A spin-1/2 antiferromagnet on a frustrated lattice can be modelled by pairing every spin with one neighbour into a singlet and letting the pairings resonate. The quantum dimer model of Rokhsar and Kivelson (1988) keeps only that pairing pattern, and at one value of its couplings the ground state is known exactly. We derive it, follow its correlations on the square, triangular and kagome lattices, and put numbers on the kagome case with the Cu$^{2+}$ layers of ZnCu$_3$(OH)$_6$Cl$_2$ in mind. Try each **Predict** before reading on.

## 1. Premises

1. A covering $c$ is a set of nearest-neighbour bonds that touches each of the $N$ sites exactly once; $n_e=1$ if bond $e$ holds a dimer, else $0$.
2. The states $|c\rangle$ are taken as orthonormal. Real singlet coverings are not; section 7 returns to this.
3. A flip shifts the dimers by one step along an allowed short loop on which occupied and empty bonds alternate: plaquettes on the square lattice, hexagons on the honeycomb, rhombi on the triangular lattice, the loops around one hexagon on kagome.
4. With $\langle cc'\rangle$ running once over pairs joined by one flip,
$$H=\sum_{\langle cc'\rangle}\Big[-t\,\big(|c\rangle\langle c'|+|c'\rangle\langle c|\big)+v\,\big(|c\rangle\langle c|+|c'\rangle\langle c'|\big)\Big],\qquad t>0 .$$
So $v$ counts flippable loops.

A sector is a set of coverings connected by flips; $H$ is block diagonal in sectors.

## 2. The point $v=t$

**Predict.** Write the $2\times2$ block of one pair at $v=t$. What are its eigenvalues?

The block is $t\begin{pmatrix}1&-1\\-1&1\end{pmatrix}=2t\,|-\rangle\langle-|$ with $|-\rangle=(|c\rangle-|c'\rangle)/\sqrt2$: a projector times $2t$, with eigenvalues $0$ and $2t$. For $|\psi\rangle=\sum_c\psi_c|c\rangle$,
$$\langle\psi|H|\psi\rangle=t\sum_{\langle cc'\rangle}|\psi_c-\psi_{c'}|^2\ \ge 0. \tag{1}$$
Equality requires $\psi_c=\psi_{c'}$ across every flip, hence a constant amplitude on each sector. Each sector of $\mathcal N$ coverings therefore has exactly one state of zero energy,
$$|{\rm RK}\rangle=\mathcal N^{-1/2}\sum_c|c\rangle .$$
The projectors need not commute, so the excited states are not known in general. The argument survives loop-dependent couplings $v_\ell=t_\ell>0$. A covering without flippable loops is a sector of its own and also has $E=0$.

For an operator diagonal in the coverings, $\langle{\rm RK}|O|{\rm RK}\rangle=\mathcal N^{-1}\sum_cO(c)$, the average of classical dimers with equal weights in that sector. Further, $-H$ has off-diagonal elements $t$ and columns that sum to zero. It generates a classical Markov process in which each flippable loop flips at rate $t/\hbar$, and each excitation energy is $\hbar$ times a relaxation rate.

## 3. Square lattice: $1/r^2$

Set the lattice constant to 1. Colour sites white ($x+y$ even) and black, and form the matrix $K_{wb}$ with entry $1$ on horizontal and $i$ on vertical bonds. Each nonzero term of $\det K$ is one covering.

**Predict.** How does a term change under a plaquette flip?

Two white sites exchange partners, which reverses the sign of the permutation, and the weight goes from $1\cdot1$ to $i\cdot i=-1$. The term is unchanged. On a rectangle all coverings are flip-connected (a known result, quoted), so $|\det K|=\mathcal N$, Kasteleyn's counting of 1961. A $4\times4$ patch gives 36.

Multiply the entry of bond $e$ by $e^{\mu_e}$ and differentiate $\ln\det K$ at $\mu=0$. With $G=K^{-1}$ and $\delta G=-G\,\delta K\,G$,
$$\langle n_e\rangle=K_{wb}G_{bw},\qquad C_{ee'}=\langle n_en_{e'}\rangle-\langle n_e\rangle\langle n_{e'}\rangle=-K_{wb}K_{w'b'}G_{bw'}G_{b'w}\quad(e\ne e'). \tag{2}$$
Deep inside a large rectangle $G$ is the Fourier inverse of $2\cos k+2i\cos k_y$, and it vanishes for even $x+y$. Do the $k_y$ integral first, with $\gamma=\cos k>0$. For $z=e^{ik_y}$ the denominator $2\gamma+i(z+1/z)$ has one root inside the unit circle, $z=-i\rho$ with $\rho=\sqrt{1+\gamma^2}-\gamma$, and its residue gives
$$g(k,y)=\frac{(-i\rho)^{|y|}}{2\sqrt{1+\gamma^2}} .$$
Under $k\to\pi-k$, $g$ gains the factor $-(-1)^y$ and $\cos kx$ the factor $(-1)^x$, so for odd $x+y$ the four quarters of the $k$ range are equal:
$$G(x,y)=\frac1\pi\int_0^{\pi/2}\!dk\,\frac{\cos(kx)\,(-i\rho)^{|y|}}{\sqrt{1+\cos^2k}} .$$
The substitution $u=\sin k$ gives $G(1,0)=1/4$ and $G(0,1)=-i/4$, so $\langle n_e\rangle=1/4$ in both directions, as it must be.

Large $r$ is governed by the end point $k=\pi/2-p$, where $\rho\simeq e^{-p}$. There $\int_0^\infty\cos(\pi x/2-px)e^{-p|y|}dp$ yields
$$G\simeq\frac{(-i)^{|y|}}{\pi r^2}\Big[x\sin\frac{\pi x}2+|y|\cos\frac{\pi x}2\Big],$$
with relative corrections of order $1/r^2$.

**Predict.** Take horizontal bonds with left ends at $(0,0)$ and $(x,y)$. Which $G$'s enter (2)?

For even $x+y$ the second left end is white and $C=-G(x-1,y)G(x+1,y)$. For odd $x+y$ it is black and $C=-G(x,y)^2$. The four parity cases give $(-1)^xx^2/\pi^2r^4$ for even $y$ and $(-1)^xy^2/\pi^2r^4$ for odd $y$, that is
$$C(x,y)\simeq\frac1{2\pi^2}\Big[\frac{(-1)^x}{r^2}+(-1)^{x+y}\,\frac{x^2-y^2}{r^4}\Big].$$
The power law comes from the linear zeros of $2\cos k+2i\cos k_y$. On the honeycomb lattice a flip is a three-cycle, an even permutation, so no phases are needed, and $1+e^{ik_1}+e^{ik_2}$ vanishes linearly at $\pm(2\pi/3,-2\pi/3)$: again $G\sim1/r$ and $C\sim1/r^2$. Being bipartite and planar is not sufficient: the determinant must have such zeros, and on the square-octagon lattice with equal weights it has none.

## 4. Square lattice: $\hbar\omega\propto q^2$

Consider a torus, in the sector whose local averages are those just found, and let $n_x(\mathbf r)$ be the occupation of the horizontal bond with left end $\mathbf r$. Define
$$\varrho_q=\sum_{\mathbf r}(-1)^{x+y}e^{iqy}\,n_x(\mathbf r),\qquad q\neq0 .$$
Its mean vanishes by translation symmetry, so $\psi_c=\varrho_q(c)$ is orthogonal to $|{\rm RK}\rangle$ and (1) bounds an excitation energy from above.

**Predict.** By how much does one flip change $\varrho_q$?

It creates or removes $n_x(\mathbf r)$ and $n_x(\mathbf r+\hat y)$ together, and these carry opposite staggering signs, so $|\Delta\varrho_q|^2=|1-e^{iq}|^2=4\sin^2(q/2)$. At $q=0$ the quantity is conserved: it labels the sector. From (2), two parallel horizontal dimers on a plaquette have probability $1/16-G(0,1)^2=1/8$, so a plaquette is flippable with probability $1/4$, and there are $\mathcal NN/8$ pairs. The numerator per site is $(t/2)\sin^2(q/2)$.

The norm per site is $S(q)=\sum_{x,y}(-1)^{x+y}C(x,y)e^{iqy}$. Since $G$ vanishes on even sites, the row sum is unrestricted, and Parseval's theorem gives
$$\sum_x\big[G(x,y)^2-G(x-1,y)G(x+1,y)\big]=\int_{-\pi}^{\pi}\frac{dk}{2\pi}\,2\sin^2k\;g(k,y)^2 .$$
At the origin the true variance is $3/16$ while the bracket gives $-1/16$, so $1/4$ is added. As $q\to0$ the sum over rows is $\sum_y(-\rho^2)^{|y|}=(1-\rho^2)/(1+\rho^2)=|\gamma|/\sqrt{1+\gamma^2}$, and with $u=\sin k$
$$S(0^+)=\frac14+\frac1\pi\int_0^1\frac{u^2\,du}{(2-u^2)^{3/2}}=\frac14+\frac1\pi\Big(1-\frac\pi4\Big)=\frac1\pi .$$
Restoring the lattice constant $a$, the lowest excitation at this wave vector obeys
$$\hbar\omega(q)\le\frac{\pi}{8}\,t\,(qa)^2\approx0.39\,t\,(qa)^2\qquad(qa\ll1).$$
This proves that there is no gap. That $q^2$ is the actual law needs one more assumption, Henley's (1997). One dimer per site makes the staggered field $(-1)^{x+y}(n-1/4)$ divergence-free, so it is the curl of a height $h$ on plaquettes, with $\langle|h_q|^2\rangle\propto S/q^2$. A flip changes $h$ on one plaquette. If long-wavelength heights are Gaussian and relax with a mobility independent of $q$, the rate is mobility over variance, so $\omega\propto q^2$.

## 5. Triangular lattice

Draw it as a square lattice plus the diagonals $(x,y)$–$(x+1,y+1)$. There is no two-colouring, so use Kasteleyn's theorem, quoted here: if every face has an odd number of clockwise arrows, $\mathcal N^2=\det A$ for the antisymmetric matrix $A$ with entries $\pm1$ along and against the arrows. Take $A=+1$ towards $+x$, $(-1)^x$ towards $+y$, and $-(-1)^x$ along the diagonal from $(x,y)$. The product of entries counterclockwise round either type of triangle is $-1$, which is the required condition. The factor $(-1)^x$ mixes $\mathbf k$ with $\mathbf k+(\pi,0)$:
$$A(\mathbf k)=2\begin{pmatrix}i\sin k_x&i\sin k_y+\cos(k_x+k_y)\\ i\sin k_y-\cos(k_x+k_y)&-i\sin k_x\end{pmatrix},$$
$$\det A(\mathbf k)=4\big[\sin^2k_x+\sin^2k_y+\cos^2(k_x+k_y)\big].$$

**Predict.** Can this vanish?

With $w=\cos(k_x+k_y)$ it equals $4[1-w\cos(k_x-k_y)+w^2]\ge4(1-|w|+w^2)\ge3$, reached at $k_x=k_y=\pi/6$. So $A^{-1}(\mathbf k)$ is analytic in a strip around real $\mathbf k$; shifting the contour shows that $A^{-1}(\mathbf r)$ decays exponentially. Differentiating $\tfrac12\ln\det A$ as in (2) makes $C$ a sum of products of two such elements, so it decays exponentially as well. This average runs over all coverings; using it for one sector assumes that the large sectors are locally alike.

On a torus the parity of the number of dimers crossing a closed cut is unchanged by a flip, since a contractible loop crosses the cut an even number of times. Two independent cuts give four classes, a Z$_2$ structure in place of the integer flux of section 4. Exponential decay at equal time does not prove a gap. The gapped Z$_2$ liquid on this lattice rests on numerical work, beginning with Moessner and Sondhi (2001). On kagome the gap can be derived.

## 6. Kagome lattice: the full spectrum

$N$ sites form $2N/3$ triangles and $N/3$ hexagons; each site lies in two of each. Put on every site an arrow pointing into the triangle that holds its dimer. A triangle receives two arrows (a dimer joins those sites) or none. Conversely, any pattern with an even number of incoming arrows in each triangle defines one covering. On a torus with $N$ even the $2N/3$ parity conditions have one redundancy, as the incoming arrows total $N$, so there are $2^{N/3+1}$ coverings.

Let $\sigma_h$ reverse the six arrows on hexagon $h$. Each adjoining triangle contains two of those sites and keeps its parity. Call the third site of such a triangle a tip. If the tip arrow points inward, the dimer swings from one hexagon site to the other and the loop passes through the tip; otherwise a dimer appears or disappears on the hexagon edge. With $m$ inward tips the loop has length $L=6+m$. The six triangles receive $6+m$ arrows, so $m$ is even: $1+15+15+1=32$ loops with $L=6,8,10,12$. Allow all of them.

**Predict.** What does the $v$ term do if all loops have the same $v$?

Every covering has exactly one flippable loop per hexagon, so the term is the constant $vN/3$, and
$$H=t\sum_h(1-\sigma_h),$$
the model of Misguich, Serban and Pasquier (2002). The $\sigma_h$ commute, square to 1, and obey only $\prod_h\sigma_h=1$. They form a group of $2^{N/3-1}$ elements, none of which but the identity fixes a covering, so there are four sectors of that size. In each, the eigenstates are the sign patterns $\sigma_h=\pm1$ with an even number $n_v$ of minus signs, called visons:
$$E=2t\,n_v,\qquad \Delta=4t .$$
The ground state is fourfold degenerate on the torus and gapped. For $v_\ell=t_\ell$, equation (1) places $H$ between the uniform models with $t_{\min}$ and $t_{\max}$, so $\Delta\ge4t_{\min}$. The two-vison pattern used as a trial state in (1) has $|\psi_c-\psi_{c'}|^2=4/\mathcal N$ on $\mathcal N/2$ pairs for each of two hexagons, so $\Delta\le4\bar t$, with $\bar t$ the average over loops in $|{\rm RK}\rangle$.

For a triangle $ijk$ let $\tau=+1$ for an incoming arrow and $-1$ otherwise. Even parity means $\tau_i\tau_j\tau_k=-1$, which makes the dimer density linear:
$$n_{ij}=\tfrac14(1+\tau_i)(1+\tau_j)=\tfrac14(1+\tau_i+\tau_j-\tau_k).$$
A product of $\tau$'s that contains an odd number of sites of some hexagon is odd under that $\sigma_h$ and averages to zero. No two sites share both their hexagons, so $\langle\tau_i\rangle=0$, different sites are uncorrelated, and $\langle n\rangle=1/4$.

**Predict.** How far do dimer correlations reach?

Only between triangles with a common site $s$, where $\tau_s$ changes sign from one triangle to the other. Two bonds of one triangle give $C=-1/16$. In corner-sharing triangles $C=-1/16$ if both bonds or neither touch $s$, and $+1/16$ if one does. Beyond this $C=0$ exactly; the largest separation of correlated bond centres is $\sqrt3\,a$.

## 7. Illustration: ZnCu$_3$(OH)$_6$Cl$_2$

Inputs, both typical values: exchange $J\approx17$ meV in $H_s=J\sum_{\langle ij\rangle}\mathbf S_i\cdot\mathbf S_j$, and Cu–Cu distance $a\approx3.4$ Å.

To get a scale for $t$, evaluate $H_s$ between singlet coverings that differ by one loop. With singlets oriented from odd to even positions along the loop, only the two Néel patterns of the loop contribute to the overlap, which is $2\cdot2^{-L/2}$. The same two patterns, with rotational invariance, give $\langle c|\mathbf S_i\cdot\mathbf S_j|c'\rangle/\langle c|c'\rangle=-3/4$ for an odd separation along the loop, $+3/4$ for an even one, and $0$ for sites on different loops. Relative to the diagonal energy $E_0=-3JN/8$, the loop gains $L/2$ bonds at $-3/4$, and $m=L-6$ short-cut hexagon edges add $+3/4$ each. Now orient every singlet clockwise round the one hexagon its bond borders. Along the loop $6-m$ bonds then point forward, an even number, against $L/2$ in the reference orientation, so the overlap is $s_L=(-1)^{L/2}2^{1-L/2}$. To first order in $s_L$ the element of $H_s-E_0$ is $-t_L$, with
$$t_L=\tfrac34J\,(6-L/2)\,s_L .$$
Orthogonalising with $O^{-1/2}\simeq1-\tfrac12(O-1)$, where $O$ is the overlap matrix, gives the leading diagonal term $v_L=s_Lt_L$.

| $L$ | loops | $t_L/J$ | $t_L$ (meV) | $v_L$ (meV) |
|---|---|---|---|---|
| 6 | 1 | $-9/16$ | $-9.6$ | 2.4 |
| 8 | 15 | $+3/16$ | $3.2$ | 0.40 |
| 10 | 15 | $-3/64$ | $-0.80$ | 0.050 |
| 12 | 1 | 0 | 0 | 0 |

The only product of tip variables fixed by the constraints is that of all six, so the 32 loops are equally likely, and the mean of $|t_L|$ is $261J/2048=2.17$ meV. Use this as the uniform $t$ of section 6, a choice of scale only.

- One vison costs $2t=4.3$ meV, or 50 K. The gap is $4t=8.7$ meV, or $1.0\times10^2$ K.
- Dimer correlations end at $\sqrt3\,a=5.9$ Å.
- For large $N$ the parity condition is immaterial and each hexagon is a two-level system, with vison fraction $1/(e^{2t/k_BT}+1)=0.0065$ at 10 K.
- With $\xi=2t/k_BT$ the heat capacity per hexagon is $k_B\xi^2e^\xi/(1+e^\xi)^2$. It peaks where $\xi\tanh(\xi/2)=2$, at $\xi=2.40$ or $T=21$ K, with $0.15\,k_B$ per Cu. The entropy released is $(k_B\ln2)/3=0.23\,k_B$ per Cu, one third of the spin entropy.

**Predict.** Can new phases of the $|c\rangle$ make all $t_L$ positive?

The product of signs along the closed path $\sigma_1\sigma_2\sigma_1\sigma_2$ for neighbouring hexagons does not depend on such phases. The hexagons share a site $s$, with triangles $(s,a_1,a_2)$ and $(s,b_1,b_2)$, the index naming the hexagon. The sites $a_2,b_2$ are tips of hexagon 1, so $\sigma_2$ changes $L_1$ by 2, and the sign of $t_{L_1}$, if they point both in or both out; likewise $a_1,b_1$ for hexagon 2. Since $s$ points into exactly one of the two triangles, an odd number of the four sites point inward, and exactly one of the two pairs is alike. The product is $-1$, whereas all-positive $t$ gives $+1$. The signs cannot be removed.

## 8. Range of validity

Within premises 1 to 4 at $v=t$, the zero-energy states, the classical averages, the bound of section 4 and the kagome spectrum are exact. The correlation law of section 3 holds for $r\gg a$ in the sector that dominates the counting, not in strongly tilted or frozen sectors. The law $\omega\propto q^2$ assumes Gaussian height relaxation, and the triangular gap is a numerical result.

Away from $v=t$, $H=H_{\rm RK}+(v-t)N_{\rm flip}$, where $N_{\rm flip}$ counts flippable loops. For $v>t$ both terms are non-negative, so where unflippable coverings exist they are the only states with $E=0$. A gapped liquid tolerates local perturbations that are small against $\Delta$; the gapless square-lattice point has no such protection.

For the copper compound the numbers of section 7 describe the solvable model, not the material. The projected Heisenberg model violates $t>0$ and has $v_L/|t_L|=2^{1-L/2}\le1/4$. The hexagon amplitude exceeds the mean by 7.4 meV, close to the 8.7 meV gap itself. The expansion parameter is as large as $1/4$, and loops round several hexagons are left out. Breaking an isolated singlet costs $J=17$ meV, only about twice the gap, so spinful states intrude at temperatures of that order. A Dzyaloshinskii-Moriya coupling, typically near 1 meV, mixes singlets with triplets, and Cu occupies approximately 15% of the interlayer Zn sites, adding moments that the covering basis does not contain.